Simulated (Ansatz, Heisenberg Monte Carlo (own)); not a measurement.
# Exchange coupling and ordering temperature of Fe2O3 with PBEsol+U: effect of U, functional, kind of rotation and sums

A magnetic layer of Fe2O3 in a device must stay ordered well above its working temperature, and a calculation is useful for choosing such layers only if its own settings do not move the answer more than the materials change does. We therefore ask which settings shift one strong Fe–Fe coupling (listed as the leading J) and the ordering temperature most, and which can be settled cheaply. Each row is the same crystal at its measured cell with one setting changed, and is compared with the first run (PBEsol, U 4.5 eV on Fe) of the same kind of rotation. A negative J favours opposed moments. One mean-field temperature is also set against a measured Néel temperature.

## Calculations

One crystal, Fe2O3 (corundum-type, R-3c), in one of the collinear states that were tried (antiferromagnetic, Fe moments in the order ++--, 10 atoms, 4 counted as magnetic), from measured cells of the Crystallography Open Database; atoms fixed. First run: Ansatz 0.2.0, plane waves with its default PAW datasets, cutoff 420 eV, collinear spins without spin-orbit coupling, Fermi-Dirac smearing of 0.1 eV. The k mesh is 6×6×6 and the sums for the couplings run over 6×6×6. Functional PBEsol, Dudarev U (eV) Fe 4.5, 75 empty bands in the sums (of 125 bands a spin in all). Every other row changes the setting that it names; any further change is remarked, and the kind of rotation is listed. Rigid couplings come from the magnetic force theorem at rigid moments: each moment turns with its exchange field frozen. Constrained couplings are taken at constrained moments: the directions are held and the rest of the density and field relaxes in linear response. Costs are from shared machines (Arm Neoverse V1). Runs that did not converge or carry a known fault are not listed. Finished runs of the same series that are left out include the couplings about another state (rigid), which is no change of one numerical setting.

Notes on method and selection:

- J is defined by E = -sum over ordered pairs (each pair twice) of J e_i.e_j with unit vectors e, a classical Heisenberg model without biquadratic or multi-spin terms, so J > 0 favours parallel moments and the moment's size is inside J.
- All temperatures are for classical unit spins; for spin S a quantum mean-field treatment is higher by (S+1)/S. Mean field neglects fluctuations and lies above the Tyablikov (random-phase) and Monte Carlo values.
- Monte Carlo cells hold several hundred spins, and on test lattices the heat-capacity peak lay 5 to 6 per cent under the known transition.
- The state is one of a few collinear starts and by its own couplings is not the ground state; spin-orbit coupling is left out.
- Couplings at rigid moments can miss in size and sometimes in sign.
- Compare a row with the first run of the same kind of rotation.
- Rows that change the mesh of the sums or the empty bands start from the saved self-consistent state of the first run, so their moment cannot change and says nothing of convergence.
- Ansatz's own search for a lower self-consistent state was switched off in these runs, so a run may rest in a state that is not the lowest for its pattern of moments.
- A cell is blank where the run behind it was not made, did not finish, lost its pattern of moments or is not comparable with the others.
- In insulators under a U, antiferromagnetic superexchange from these couplings can differ by one to four tenths from that of total energies at the same settings (constrained couplings mostly lie weaker), so a match with experiment does not fix U.
- Where several measured values exist, one near their median is shown, and none where they scatter widely or belong to another phase or kind of order.
- Runs whose couplings were flagged as in doubt, moved by over 30 per cent with the upper empty bands, lost their pattern of moments or rest on unlike orbital states are not listed.
- For crystals with 4f or 5f elements only couplings at constrained moments are used, since rigid ones can be several times too large.
- Runs that did not converge, have known faults or may not be shown are not listed, and runs on Ansatz's PAW sets soft_1 and soft_2 are kept to separate tables.

Columns:

- moment (μB): largest spin moment inside an atomic sphere.
- gap on mesh (eV): band gap on the run's k mesh by the count of bands (negative: bands overlap, a metal).
- rotation: kind of rotation.
- Monte Carlo peak (K): temperature of the heat-capacity peak in classical Monte Carlo on the stronger couplings of the same run; weak and distant pairs are dropped, and the number kept differs between rows.
- leading J (meV): mean J of the Fe–Fe pairs of opposed moments at 3.71 Å (6 such neighbours an atom).
- mean-field T (K): mean-field ordering temperature, 2/(3 kB) times the largest J(q) over wavevectors and sublattice modes.
- cost (core-s): processor time of the run, started from a saved state where the setting allows.

Input lines of one member:

```
magnetization:
  spin_polarized: true
kpoints:
  mp_grid: { grid: [6, 6, 6] }
  band_path:
    path:
      - [0.0, 0.0, 0.0]
      - [0.5, 0.5, 0.5]
      - [0.7664231373, 0.2335768627, 0.5]
      - [0.5, -0.2335768627, 0.2335768627]
      - [0.5, 0.0, 0.0]
      - [0.0, 0.0, 0.0]
      - [0.3667884314, -0.3667884314, 0.0]
    npoints: 11
hamiltonian:
  xc: pbesol
  hubbard:
    sites: [{ species: Fe, l: d, u_eff: 4.5, starting_ns: occupation_matrices }]
    projectors: ortho-atomic
scf:
  occupations: { method: fermi_dirac, width: 0.1 }
  lower_state_search: "off"
output:
  write_bands: true
  eigenstates:
    nscf_kmesh: { grid: [6, 6, 6] }
    top_band: c75
    exchange_couplings: { magnetic: [{ species: Fe }] }
```

Command (options for logging and memory left out): `ansatz run input.yaml`

## Computed values

| member | moment (μB) | gap on mesh (eV) | rotation | Monte Carlo peak (K) | leading J (meV) | mean-field T (K) | cost (core-s) | remark |
| --- | --- | --- | --- | --- | --- | --- | --- | --- |
| U none, constrained | 3.30 | 0.02 | constrained | 1489 | −19.14 | 2019 | 3100 | its own couplings prefer another order of this cell |
| U Fe 2.7, constrained | 3.72 | 0.99 | constrained | 1088 | −16.14 | 1467 | 3400 | its own couplings prefer another order of this cell |
| 30 empty bands, rigid | 3.82 | 1.67 | rigid | – | −16.57 | 1324 | 260 | its own couplings prefer another order of this cell |
| first run, rigid | 3.82 | 1.67 | rigid | 947 | −16.37 | 1313 | 350 | its own couplings prefer another order of this cell |
| mesh of the sums 4×4×4, rigid | 3.82 | 1.67 | rigid | – | −16.37 | 1312 | 230 | its own couplings prefer another order of this cell |
| LDA, constrained | 3.78 | 1.43 | constrained | 890 | −13.97 | 1237 | 3500 | its own couplings prefer another order of this cell |
| mesh of the sums 8×8×8, constrained | 3.82 | 1.67 | constrained | 837 | −13.43 | 1154 | 14000 | its own couplings prefer another order of this cell |
| first run, constrained | 3.82 | 1.67 | constrained | 838 | −13.43 | 1154 | 3600 | its own couplings prefer another order of this cell |
| U Fe 6.3, constrained | 3.89 | 2.24 | constrained | 674 | −11.19 | 924 | 3600 | its own couplings prefer another order of this cell |

## The trend and its physics

The Hubbard U matters most. With constrained couplings, going from U 2.7 to 6.3 eV weakens the leading J from −16.14 to −11.19 meV and lowers the mean-field temperature from 1467 to 924 K. The kind of rotation comes next: rigid moments give 1313 K where constrained ones give 1154 K. Replacing PBEsol by LDA at the same U adds 83 K. Using 30 empty bands instead of 75 adds 11 K, and the mesh of the sums changes the result by 1 K at most.

The leading J belongs to the pairs at 3.71 Å, whose moments are opposed in the calculated state. It is not the strongest coupling per pair. In the first run a nearer kind of Fe–Fe pair, which this state holds parallel, has a J that is also negative and larger in size. This is why the couplings prefer another order. The table does not list that J, so it shows the effect of the settings on it only through the temperatures.

Superexchange offers an explanation of the effect of U on the leading J, in four steps.

1. Each Fe ion has a half-filled d shell, taken as fully spin-polarised. An electron can hop through oxygen to a neighbour only into states of the opposite spin, so the hop is open for opposed moments and blocked for parallel ones.

2. If the moments make an angle θ, the hopping amplitude is b sin(θ/2). For b small against the excitation energy D, second-order perturbation theory lowers the energy by (b²/D) sin²(θ/2) = (b²/2D)(1 − cos θ) for each hopping path.

3. The energy definition counts each pair twice, so its angular part is −2J cos θ. Equating the two and summing over paths gives J = −Σb²/(4D).

4. We assume that U raises D one for one and leaves b unchanged, so D = U + U₀, where U₀ holds the splitting already present without U. Then

|J| = A/(U + U₀), with A = Σb²/4.

A larger U makes the virtual hop dearer and the coupling weaker. The moment grows from 3.72 to 3.89 μB over the same range. Since its size is contained in J, that growth alone would strengthen the coupling, so it cannot be the reason for the fall.

## Fixing and testing the model

We fix the two parameters on the constrained runs at U 2.7 eV and U 4.5 eV (the first run), using sizes of J in meV and U in eV.

U₀ = (13.43 × 4.5 − 16.14 × 2.7) / (16.14 − 13.43) = 6.22 eV

A = 16.14 × (2.7 + 6.22) = 144.0 meV eV

The other constrained rows then follow.

- **U 6.3 eV:** 144.0 / (6.3 + 6.22) = 11.50 meV. The table has 11.19, so the formula is too strong by 11.50 − 11.19 = 0.31 meV.
- **No U:** 144.0 / 6.22 = 23.15 meV. The table has 19.14, so the formula is too strong by 23.15 − 19.14 = 4.01 meV.
- **LDA, U 4.5 eV:** 144.0 / (4.5 + 6.22) = 13.43 meV. The table has 13.97, so the formula is too weak by 13.97 − 13.43 = 0.54 meV.

The 8×8×8 mesh has the same U and functional as the first run, and its J is also the same, so it adds no test.

The mean miss over the three rows is (0.31 + 4.01 + 0.54) / 3 = 1.62 meV. Guessing the average of the two fixed members, (16.14 + 13.43) / 2 = 14.79 meV, for every row would miss by ((14.79 − 11.19) + (19.14 − 14.79) + (14.79 − 13.97)) / 3 = 2.92 meV on average. The formula is thus better than a constant, but poor once U is removed.

A straight line through the same two members has a slope of (16.14 − 13.43) / 1.8 = 1.51 meV per eV. At U 6.3 eV it gives 13.43 − 1.51 × 1.8 = 10.71 meV, which misses by 11.19 − 10.71 = 0.48 meV. Without U it gives 16.14 + 1.51 × 2.7 = 20.22 meV, which misses by 20.22 − 19.14 = 1.08 meV. The formula is thus slightly closer at U 6.3 eV, but the line is much closer without U and does better over the two rows together. These few rows do not prove the form 1/(U + U₀); what the formula adds is a possible reason for the fall. Both fits describe the 3.71 Å pairs alone and say nothing tested about the stronger, nearer pair.

## Exceptions

The largest failure among the constrained rows is the run without U, where the formula makes the coupling too strong by 4.01 meV. The gap there is only 0.02 eV and the moment has dropped to 3.30 μB. Small hopping and a fully polarised shell are then both doubtful assumptions, and relaxing either one weakens the predicted coupling, as required.

For LDA the formula is too weak by 0.54 meV, since it takes both U₀ and the hopping as independent of the functional. The LDA gap is smaller, 1.43 against 1.67 eV, which would fit a cheaper hop but does not prove it. The gap is not D itself: between U 2.7 and 6.3 eV it rises by only (2.24 − 0.99) / (6.3 − 2.7) = 0.35 eV per eV of U, where the model lets D rise one for one.

The three rigid rows, at −16.37 to −16.57 meV, are about 3 meV stronger than the formula. Its parameters were fixed on constrained rows, where the electrons respond as a moment turns, so it cannot describe couplings that leave this response out.

The temperature also falls faster with U than the leading J. From no U to 6.3 eV, J keeps 11.19 / 19.14 = 0.58 of its size, but the mean-field temperature keeps only 924 / 2019 = 0.46. The other couplings, among them that of the stronger, nearer pair, therefore matter, and their joint contribution shrinks faster than that of the 3.71 Å pairs.

## Experiment

| member | quantity | measured | computed | computed − measured | conditions | source |
| --- | --- | --- | --- | --- | --- | --- |
| first run, constrained | mean-field T (K) | 956 | 1154 | +198 (+20.7 %) | Neel temperature; measured transition of the real crystal; literature value quoted in the introduction | [1] |

Sources:

[1] "Theoretical and experimental evidence of a site-selective Mott transition in Fe2O3 under pressure" (2017, arXiv:1706.02787)

The first run with constrained moments gives a mean-field temperature of 1154 K against a measured 956 K, a difference of +198 K. Its Monte Carlo peak is at 838 K, which is too low by 956 − 838 = 118 K. The Monte Carlo run leaves out the weaker pairs; doing the same in mean field lowers that temperature too, but by much less than 118 K. The sign of the difference thus depends on the statistical treatment. Mean field neglects fluctuations and lies high, while the heat-capacity peak of these small cells lay 5 to 6 per cent low on test lattices.

Among the mean-field values, U 6.3 eV comes nearest to the measurement (−32 K) and the run without U is farthest away (2019 − 956 = 1063 K too high). Among the Monte Carlo peaks, the rigid first run is nearest (−9 K) and the run without U is again farthest (1489 − 956 = 533 K too high). The miss of only 9 K carries no weight, since dropping the weaker pairs moves the mean-field temperature of that run by more. That the nearest row changes with the treatment also shows why agreement here selects neither a U nor a kind of rotation.

The couplings were also taken about an order that they themselves do not favour, which may shift them in either direction. The computed temperatures belong to the order that the couplings prefer. The measured value was not determined in the cited work, which quotes it in its introduction. One temperature for one crystal offers no measured trend to reproduce.

## Cost against accuracy

The sums are cheap to get right. For constrained couplings, an 8×8×8 mesh costs 14000 core-seconds against 3600 for 6×6×6 and leaves both J and the mean-field temperature unchanged. For rigid couplings even 4×4×4 is enough.

Constrained couplings cost about ten times as much as rigid ones, 3600 against 350 core-seconds, and this expense does change the mean-field temperature, by 1313 − 1154 = 159 K. Changing U costs almost nothing extra per run; the difficulty lies in justifying its value.

The small effect of the empty bands was seen only with rigid moments, and runs that moved by over 30 per cent with the upper bands are not listed. It should be checked again for another oxide. The effect of the plane-wave cutoff is not shown in the table.

## What to take away

Between U 2.7 and 6.3 eV the mean-field temperature falls by (1467 − 924) / (6.3 − 2.7) = 151 K per eV. An uncertainty of 1 eV in U thus matters about as much as the choice between rigid and constrained moments. The superexchange formula was tried only on the 3.71 Å pairs, which are not the most strongly coupled ones, so it does not by itself explain the fall of the temperature.

Two omitted effects are smaller than the full spread of the constrained mean-field temperatures, 2019 − 924 = 1095 K, but larger than the step from PBEsol to LDA. Treating Fe as a quantum spin 5/2 multiplies the mean-field temperature by 1.4, which adds 0.4 × 1154 = 462 K to the first run. Couplings from total energies can differ from these by one to four tenths, and constrained ones mostly lie on the weak side.

[Logs are printed without paths, hosts, clocks, repeated set-up lines and the standing remarks that a program may print on its own settings, such as how far it seeks lower states.]
